**Question**

The table gives the bond length r_e, the harmonic wavenumber ω_e and the well depth D_e of Br2 for six methods with a spin-free Hamiltonian. Each "change" is the two-component value (with spin-orbit coupling) less the spin-free one. Λ and 2Ω are the axial orbital and twice the axial total angular momentum.

Br2 from the in-house axial X2C program version 1, with spin-free X2C-1e or two-component X2C (atomic mean-field Coulomb and Gaunt terms) and the all-electron dyall-cv3z basis. MP2 and coupled cluster correlate 14 electrons, the latter with 90 natural virtual spinors; D_e refers to the lowest atomic determinants. Measured (NIST WebBook): r_e 2.281 Å, ω_e 325.32 cm⁻¹.

```tsv
method	exact exchange, long range (%)	r_e, spin-free (Å)	change of r_e (Å)	ω_e, spin-free (cm⁻¹)	change of ω_e (cm⁻¹)	D_e, spin-free (eV)	change of D_e (eV)
r2SCAN	0	2.291	0.004	325	-3	2.29	n/a
PBE0	25	2.277	0.004	336	-3	2.25	-0.19
HF	100	2.270	0.003	355	-2	0.65	n/a
CCSD	n/a	2.295	0.003	327	-3	1.88	n/a
CCSD(T)	n/a	2.303	0.003	318	-3	2.01	-0.27
MP2	n/a	2.279	0.003	338	-2	2.14	-0.27
```

(a) Explain the course of r_e, ω_e and D_e from HF to CCSD(T). (b) Estimate without fitting how much spin-orbit coupling changes D_e, and explain why r_e and ω_e respond differently. (c) Advise on the level for a structure, a vibrational wavenumber and a bond energy good to 1 kcal/mol, with rough costs.

**Model answer**

*(a) Correlation.* The molecule has the same closed-shell occupation in every run, so the rows can be compared. At short distance one determinant with a filled σ bonding orbital is a good description. At infinite distance it keeps both bonding electrons on the same atom half of the time, which is far too high in energy. The HF curve therefore rises too steeply as the bond stretches, giving the shortest bond of the table, 2.270 Å, and the stiffest, 28 1/cm above the measured ω_e in the two-component run.

Correlation mixes in the σ* orbital and so should gain more energy the longer the bond. The same runs show this: between about 2.1 and 2.6 Å the correlation energy grows by 0.09 eV in MP2 and 0.27 eV in CCSD(T), with CCSD in between. That is also the order in which the bond lengthens and softens relative to HF. The σ* mixing as the reason is theory's argument, and it fits the largest double-excitation amplitude of CCSD, which rises steadily with distance.

The well depth reacts most, because bonding pairs two electrons that were unpaired in the atoms, and HF omits the correlation of that pair. HF lacks 68% of the spin-free CCSD(T) value of D_e. The later steps alternate in sign: −0.26 eV from MP2 to CCSD and +0.13 eV from the triples. Even the last is three times 1 kcal/mol.

*(b) Spin-orbit coupling.* Let ζ be the coupling constant of a bromine 4p electron. In the molecular limit the axis quenches all but the term ζ l_z s_z, which splits each π level into two components at ±ζ/2. In Br2 both components of π and of π* are filled, so the first-order shifts cancel. What remains is mixing of σ with π, about 1% or less in the PBE0 orbitals. Mixing among filled orbitals leaves the determinant as it is, so only admixture of the empty σ* counts. Since σ* is antibonding and comes closer in energy as the bond stretches, it should lengthen and soften the bond a little, in line with the signs of the changes in every row.

In the free-atom limit nothing cancels. The p⁵ shell has one hole, for which the J = 3/2 level lies at −ζ/2 and J = 1/2 at +ζ. Two atoms fall while the molecule stays put:

ΔD_e ≈ −2 × ζ/2 = −ζ

ζ from the PBE0 splittings of π and π*: (0.32 + 0.34)/2 = 0.33 eV

ζ from the atomic splitting 3ζ/2, roughly 0.46 eV (a recalled value): 2/3 × 0.46 = 0.31 eV

The estimate is −0.31 to −0.33 eV, and no row was fitted to obtain it. Since ζ grows steeply with nuclear charge, the same argument gives a larger loss of D_e for a heavier halogen and a smaller one for a lighter.

The numbers bear out the contrast between the two limits. In PBE0 the gap between two-component and spin-free energies moves by only 0.030 eV across the bond region, but by 0.192 eV from the minimum to the atoms. The mean changes of r_e and ω_e are a tenth or less of the spread among methods, and their differences between rows are of the size of the rounding. One caution applies to every change: the two-component runs also add mean-field Coulomb and Gaunt terms, and the PBE0 total energies of the two kinds of run differ by 1.8 hartree, so the changes are not purely spin-orbit.

The changes of D_e marked n/a in the table can be formed from the same runs and are printed in the output below. The comparison with the estimate is only a rough check, even where the two agree. The search over occupations was not exhaustive, and if a lower two-component atomic determinant was missed, D_e is too large in that run and its loss too small. The makers of the data also caution, from tests on other systems and not from these runs, that an atomic determinant may not be the ground J level, so that D_e misses part of the spin-orbit lowering. Here that can concern only atoms with 2Ω = 1, since a single p⁵ hole with 2Ω = 3 is a pure J = 3/2 state. For D_e the estimate works for the wave-function methods and fails for the functionals. MP2, CCSD and CCSD(T) recover about 90% of 0.31 eV, and HF all of it. PBE0 recovers 63%, and the r2SCAN run only 16%. The atomic determinants differ across these rows: 2Ω is 1 in r2SCAN, HF and CCSD, the three rows marked n/a, but 3 in PBE0, MP2 and CCSD(T), so the series is no single trend in exact exchange. (The output below leaves out the value for HF.) Both values occur in the J = 3/2 level. With 2Ω = 3 the hole sits in a 4p spinor that is purely j = 3/2, so by this argument the full ζ/2 should be there to first order and the shortfall of PBE0 would need another cause. The atomic lowering was not computed separately, though. With 2Ω = 1 two 4p spinors of the same symmetry can mix, and part of the lowering could be lost that way. But HF and CCSD also have 2Ω = 1 and recover 102% and 90%, so the mixing by itself does not explain the 16% of r2SCAN.

The spin-free PBE0 atom has its hole in the pσ orbital, with Λ = 0 and no first-order spin-orbit energy. To gain ζ/2 the hole must take on orbital angular momentum and hence a current, for which these functionals have no term. A spurious penalty on such a determinant would offset part of the gain. This is a likely cause of the shortfall but an untested one; the numbers only locate the failure in the two functionals.

*(c) Advice, for this molecule and basis.* For a structure, every method with spin-orbit coupling lies within 0.025 Å of the measured r_e, and PBE0, MP2 and HF lie within 0.01 Å. A spin-free run is enough at that tolerance, because the choice of method outweighs the spin-orbit change. That change matters once a rotational constant, which goes as 1/r_e², is wanted to better than 2 × 0.0033/2.281 ≈ 0.3%.

For ω_e, r2SCAN and CCSD fall within about 1% of measurement, PBE0, MP2 and CCSD(T) within about 3%, and HF misses by 8.5%. No method gets both properties. The two that match r_e are too stiff, and the two that come near ω_e are more than 0.01 Å too long. A good r_e from MP2 or PBE0 is thus no certificate for the shape of the curve.

For a bond energy the spin-orbit lowering is indispensable, being about seven times 1 kcal/mol, and no row can be vouched for at that accuracy. Spin-free CCSD(T) gives 2.01 eV, close to the measured value of roughly 2.0 eV (recalled), but the two-component run gives 1.74 eV. The agreement is a cancellation between the omitted atomic lowering and an underbinding of similar size. With a functional, adding −ζ to the spin-free D_e is safer than trusting the two-component atom. It gives 1.9 to 2.0 eV for both functionals, near the measured value, though one molecule cannot vouch for 1 kcal/mol. No D_e is corrected for basis-set superposition, an error that by itself deepens the well.

Costs follow from scaling with system size N, occupied spinors o and virtual spinors v:

- r2SCAN about N³; PBE0 and HF formally N⁴; MP2 N⁵.
- CCSD o²v⁴ per iteration; the triples o³v⁴ once, about 14 iterations' worth by this count.
- Correlating 3d multiplies these two counts by about 6 and 14; using all 226 virtual spinors of the run instead of the 90 kept multiplies both by about 40.
- Two components lose spin blocking and in general need complex arithmetic, which raises the prefactor and leaves the exponents alone.

**Remarks on the reasoning**

A common slip is to rank methods by the error in r_e and conclude that MP2 beats CCSD(T). The CCSD(T) errors all point one way: too long, too soft by 10 1/cm, too weakly bound. That is the known signature of a triple-zeta basis with only 14 of 70 electrons correlated, here with a reduced virtual space as well. These settings were not varied, so their shares are untested, and a larger basis with 3d correlated is the step to try before the method is blamed.

A second slip is to treat spin-orbit coupling as one correction of one size. Its effect depends on whether the property compares the closed shell with itself or with open-shell atoms, and in the second case the state of the atom has to be checked in every run. The printed output below lists the errors, steps and operation counts; no model was fitted to any row.

Printed output of the fit:

```
Rounding: r_e 0.0005 A, omega_e 0.5 1/cm, D_e 0.005 eV; twice that for value plus change
Errors against measured r_e 2.281 A, omega_e 325.32 1/cm (sf spin-free, 2c two-component)
method    r sf    r 2c (err, %)          w sf  w 2c (err, %)     B_e err % 2c
r2SCAN   +0.010  2.295 (+0.014, +0.6)    -0  322 (-3, -1.0)  -1.2
PBE0     -0.004  2.281 (+0.000, +0.0)   +11  333 (+8, +2.4)  +0.0
HF       -0.011  2.273 (-0.008, -0.4)   +30  353 (+28, +8.5)  +0.7
CCSD     +0.014  2.298 (+0.017, +0.7)    +2  324 (-1, -0.4)  -1.5
CCSD(T)  +0.022  2.306 (+0.025, +1.1)    -7  315 (-10, -3.2)  -2.2
MP2      -0.002  2.282 (+0.001, +0.0)   +13  336 (+11, +3.3)  -0.1
Spread over methods, sf: r_e 0.033 A, omega_e 37 1/cm, D_e 1.64 eV
Mean 2c change: r_e +0.0033 A (10% of spread), omega_e -2.7 (7%)
Steps, sf (A, 1/cm, eV, kcal/mol); 1 kcal/mol = 0.043 eV
  HF to MP2: r_e +0.009, omega_e -17, D_e +1.49 (+34)
  MP2 to CCSD: r_e +0.016, omega_e -11, D_e -0.26 (-6)
  CCSD to CCSD(T): r_e +0.008, omega_e -9, D_e +0.13 (+3)
  HF to CCSD(T): r_e +0.033, omega_e -37, D_e +1.36 (+31)
  r2SCAN to PBE0: r_e -0.014, omega_e +11, D_e -0.04 (-1)
  PBE0 to HF: r_e -0.007, omega_e +19, D_e -1.60 (-37)
PBE0 (25% exact exchange) on the way r2SCAN to HF: r_e 67%, omega_e 37%, D_e 2%
Share of CCSD(T) sf D_e missing in HF: 68%
Correlation energy (hartree) at 2.083, 2.289, 2.552 A; gain over range (eV); r_e less HF (A)
  MP2      -0.3302 -0.3307 -0.3335; 0.09; +0.009
  CCSD     -0.3574 -0.3598 -0.3650; 0.21; +0.025
  CCSD(T)  -0.3703 -0.3734 -0.3801; 0.27; +0.033
PBE0 splittings: pi 0.32 eV, pi* 0.34 eV, mean zeta 0.33 eV
Rough recalled Br splitting 0.46 eV gives zeta 0.31 eV; estimated change of D_e -0.31 to -0.33 eV
D_e (eV): sf, 2c, change, % of 0.31; less rough recalled 2.0: sf, 2c; atom 2Omega
  r2SCAN   2.29 2.24 -0.05   16%;  +0.3 +0.2;  1
  PBE0     2.25 2.06 -0.19   63%;  +0.2 +0.1;  3
  HF       0.65 0.34 -0.31  102%;  -1.4 -1.7;  not listed
  CCSD     1.88 1.60 -0.28   90%;  -0.1 -0.4;  1
  CCSD(T)  2.01 1.74 -0.27   89%;  +0.0 -0.3;  3
  MP2      2.14 1.87 -0.27   89%;  +0.1 -0.1;  3
PBE0 2c less sf total energy (hartree), three R and atoms: 1.8065 1.8060 1.8054 1.7990
  change over 2.083 to 2.552 A -0.030 eV; 2.289 A to atoms -0.192 eV
Zero-point energy omega_e/2 = 0.020 eV; MP2 remainder of dropped virtuals 0.35 eV (molecule)
Correlated 14 of 70 electrons; with 3d (34): o^2 factor 5.9, o^3 factor 14.3
Virtuals 90 of 226: v^4 saving factor 40; (T) over one CCSD iteration about o = 14
```
